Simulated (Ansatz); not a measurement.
# Ca: the change of pressure and energy less free atoms with volume scale

Results calculated with Ansatz 0.2.0, not measured. Periodic Kohn-Sham DFT of a crystal at fixed atoms, scaled to volume_scale times the given cell; pressure positive in compression, energy less spherical unpolarised free atoms, largest_vzz the field gradient of largest size among the nuclei.

The cell before it is scaled or strained (space group Fm-3m, No. 225):
```
Ca
1.0
      0.0000     2.7942     2.7942
      2.7942     0.0000     2.7942
      2.7942     2.7942     0.0000
Ca
1
Direct
  0.00000 0.00000 0.00000
```

Settings of every row: method all-electron LAPW; functional PBEsol; relativity scalar; k mesh 11x11x11; filling fermi-dirac; smearing width 0.05 eV; basis error target 1 meV/atom; nucleus gaussian.

Atom start moment: 0 on all atoms.

```
row  volume scale  V (Å³/atom)  pressure (GPa)  energy less free atoms (eV/atom)
  1          0.94       41.014          -0.191                           -2.1145
  2          0.96       41.886          -0.546                           -2.1124
  3          0.98       42.759               ?                                 ?
  4          0.99       43.195           -1.02                            -2.106
  5             1       43.632          -1.164                            -2.103
  6          1.01       44.068          -1.301                           -2.0996
  7          1.02       44.504          -1.433                           -2.0959
  8          1.04       45.377          -1.677                           -2.0874
  9          1.06        46.25            -1.9                           -2.0776
```

Question: what pressure and energy less free atoms should row 3 give?

Worked fit of pressure. Take u = (V_r/V)^(2/3) − 1 with V_r = 43.85 Å³ an atom, which is twice the finite (Eulerian) strain; such expansions in the strain, on which the Birch-Murnaghan equation of state is built, carry the rest volume and the bulk modulus. The shown rows have u = 0.04558, 0.03102, 0.01008, 0.00333, -0.0033, -0.00982, -0.02256, -0.0349. Least squares give pressure = −1.2336 + 20.727 × u + 46.96 × u² GPa; a straight line predicts inner rows, each left out in turn, worse (root mean square 0.025 against 0.00048 GPa). The rows lie off it by 0.000, -0.001, 0.000, 0.000, 0.000, 0.000, 0.000, 0.000. The withheld row has u = 0.01694, so the fit gives −1.2336 + 20.727 × (0.01694) + 46.96 × (0.01694)² = -0.869 GPa.

The calculation gave -0.869 GPa. The fit meets it to the printed digit.

Worked fit of energy less free atoms. Take u = (V_r/V)^(2/3) − 1 with V_r = 43.85 Å³ an atom, which is twice the finite (Eulerian) strain; such expansions in the strain, on which the Birch-Murnaghan equation of state is built, carry the rest volume and the bulk modulus. The shown rows have u = 0.04558, 0.03102, 0.01008, 0.00333, -0.0033, -0.00982, -0.02256, -0.0349. Least squares give energy less free atoms = −2.10135 − 0.5096 × u + 4.871 × u² eV/atom; a straight line predicts inner rows, each left out in turn, worse (root mean square 0.0026 against 4.7e-05 eV/atom). The rows lie off it by 0.0000, 0.0001, 0.0000, 0.0000, 0.0000, 0.0000, 0.0000, 0.0000. The withheld row has u = 0.01694, so the fit gives −2.10135 − 0.5096 × (0.01694) + 4.871 × (0.01694)² = -2.1086 eV/atom.

The calculation gave -2.1085 eV/atom. The fit lies 0.0001 eV/atom (0.27 % of the column's range) below it, one unit of the last digit.
